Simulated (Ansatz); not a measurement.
A series in volume scale on Ba

Results calculated with Ansatz 0.2.0, not measured. Free energy against uniform scaling of the volume at fixed shape and fractions; periodic cell, basis, potentials, k mesh and filling as listed.

The cell before it is scaled or strained (space group Pm-3m, No. 221):
```
CELL_PARAMETERS angstrom
3.91770 0.00000 0.00000
0.00000 3.91770 0.00000
0.00000 0.00000 3.91770
ATOMIC_POSITIONS crystal
Ba 0.00000 0.00000 0.00000
```

Settings of every row: functional r2SCAN; dispersion D3(BJ)+ATM; potentials PAW; wave cutoff 380 eV; density cutoff 1520 eV; k mesh 6x6x6; k shift 0x0x0; occupations cold; smearing width 0.3 eV; spin none.

Limits: coarse k mesh, up to 40 meV an atom off; cutoff under the advised one; wide smearing; no spin-orbit coupling, which can matter with elements this heavy; the cell comes from a prototype or a list of computed structures and needn't be the stable phase.

| row | volume scale | V (Å³/atom) | pressure (GPa) | energy above lowest point (meV/atom) |
| --- | --- | --- | --- | --- |
| 1 | 0.9 | 54.117 | 0.54 | 5.2 |
| 2 | 0.925 | 55.621 | 0.27 | 1.4 |
| 3 | 0.95 | 57.124 | 0.03 | 0 |
| 4 | 0.975 | 58.627 | -0.19 | 0.8 |
| 5 | 1 | 60.13 | ? | ? |
| 6 | 1.025 | 61.634 | -0.55 | 7.8 |
| 7 | 1.05 | 63.137 | -0.7 | 13.7 |
| 8 | 1.075 | 64.64 | -0.82 | 20.8 |
| 9 | 1.1 | 66.143 | -0.93 | 29.1 |

Question: what pressure and energy above lowest point should row 5 give?

Worked fit of pressure. Take u = (V_r/V)^(2/3) − 1 with V_r = 60.13 Å³ an atom, which is twice the finite (Eulerian) strain; such expansions in the strain, on which the Birch-Murnaghan equation of state is built, carry the rest volume and the bulk modulus. The shown rows have u = 0.07277, 0.05334, 0.03478, 0.01702, -0.01633, -0.03201, -0.04707, -0.06156. Least squares give pressure = −0.381 + 10.84 × u + 28.6 × u² − 50 × u³ GPa; a parabola predicts inner rows, each left out in turn, worse (root mean square 0.0048 against 0.003 GPa). All shown rows lie on it to the printed digit. The pressure vanishes at u = 0.0325, or V = 57.31 Å³ an atom, and there the bulk modulus at fixed shape and fractions is B = −V dP/dV = (2/3)(1 + u) dP/du = 8.63 GPa. The withheld row has u = 0, so the fit gives −0.381 + 10.84 × (0) + 28.6 × (0)² − 50 × (0)³ = -0.38 GPa.

The calculation gave -0.38 GPa. The fit meets it to the printed digit.

Worked fit of energy above lowest point. Take u = (V_r/V)^(2/3) − 1 with V_r = 60.13 Å³ an atom, which is twice the finite (Eulerian) strain; such expansions in the strain, on which the Birch-Murnaghan equation of state is built, carry the rest volume and the bulk modulus. The shown rows have u = 0.07277, 0.05334, 0.03478, 0.01702, -0.01633, -0.03201, -0.04707, -0.06156. Least squares give energy above lowest point = 3.48 − 214.2 × u + 3275 × u² meV/atom; a straight line predicts inner rows, each left out in turn, worse (root mean square 4.8 against 0.037 meV/atom). The rows lie off it by 0.0, 0.0, 0.0, 0.0, -0.1, 0.0, 0.0, 0.0. Its lowest point lies at u = 0.0327, or V = 57.3 Å³ an atom, and the curvature there gives the bulk modulus at fixed shape and fractions, B = (4/9)(1 + u)² E″(u)/V = 8.68 GPa. The withheld row has u = 0, so the fit gives 3.48 − 214.2 × (0) + 3275 × (0)² = 3.5 meV/atom.

The calculation gave 3.5 meV/atom. The fit meets it to the printed digit.
